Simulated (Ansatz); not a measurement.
**How methods differ on GeH3F (GeFH3)**

GeH3F has 5 atoms, charge 0, and is taken as a singlet. As SMILES, `[H][Ge]([H])([H])[F]`. Geometry: a GFN2-xTB relaxation, a rough one for these elements and not checked as a minimum.

Each level gives the vertical energy of the triplet above the singlet (eV). The values are calculated.

```
          level                    kind  program  value (eV)  less FCI/STO-3G  CPU time (all runs)
      HF/STO-3G            Hartree–Fock   Ansatz        7.95            -0.60                1.7 s
   SVWN5/STO-3G                     LDA   Ansatz        7.32            -1.23                8.5 s
  r2SCAN/STO-3G                meta-GGA   Ansatz        7.73            -0.82                 78 s
   HSE06/STO-3G  range-separated hybrid   Ansatz        8.00            -0.55                 32 s
     MP2/STO-3G     perturbation theory   Ansatz        8.46            -0.09                1.5 s
 CCSD(T)/STO-3G   coupled cluster or CI   Ansatz        8.55             0.00                2.1 s
CCSDT(Q)/STO-3G   coupled cluster or CI   Ansatz        8.55             0.00                7.2 s
   CCSDT/STO-3G   coupled cluster or CI   Ansatz        8.55             0.00                6.1 s
     FCI/STO-3G      exact in the basis   Ansatz        8.55             0.00                 37 s
```

FCI/STO-3G is exact within its basis and frozen core, so for wave-function methods in that basis the difference is their error; functionals converge differently with the basis, so for them it is only a difference. All-electron rows without a relativistic Hamiltonian named are non-relativistic. The values span 7.32 to 8.55 eV. A triplet this far above the singlet is often a Rydberg-like or dissociative state; sets without diffuse functions put Rydberg states too high. All rows use very small basis sets, so even the best lies far from the true value. In the correlated wave-function rows the outer d shell of Ge is correlated, in sets not made for it. Times are those of the runs behind each value, whatever else they computed, on shared processors of several kinds: orders of magnitude only.

Hartree–Fock places the triplet too low, at 7.95 eV against 8.55 eV for FCI, because it omits more correlation energy in the closed-shell singlet. Promoting an electron with a spin flip breaks up an opposite-spin pair, and exchange already keeps the resulting parallel spins apart. MP2 recovers most of this imbalance, and CCSD(T) matches FCI to the printed precision, which suggests that both states are well described by a single reference at this geometry.

That agreement is a lenient test, however. In a minimal basis the only empty orbitals are the Ge–H and Ge–F σ* combinations, so the triplet is forced into valence σ* character and little dynamic correlation can be expressed.

Among the functionals the gap rises from SVWN5 through r2SCAN to HSE06, but exact exchange alone can't explain the order, since HSE06 lies slightly above Hartree–Fock; its correlation functional probably contributes by favouring the singlet. The vertical gap doesn't show how far the triplet would fall on relaxation, where populating σ* should weaken a bond.
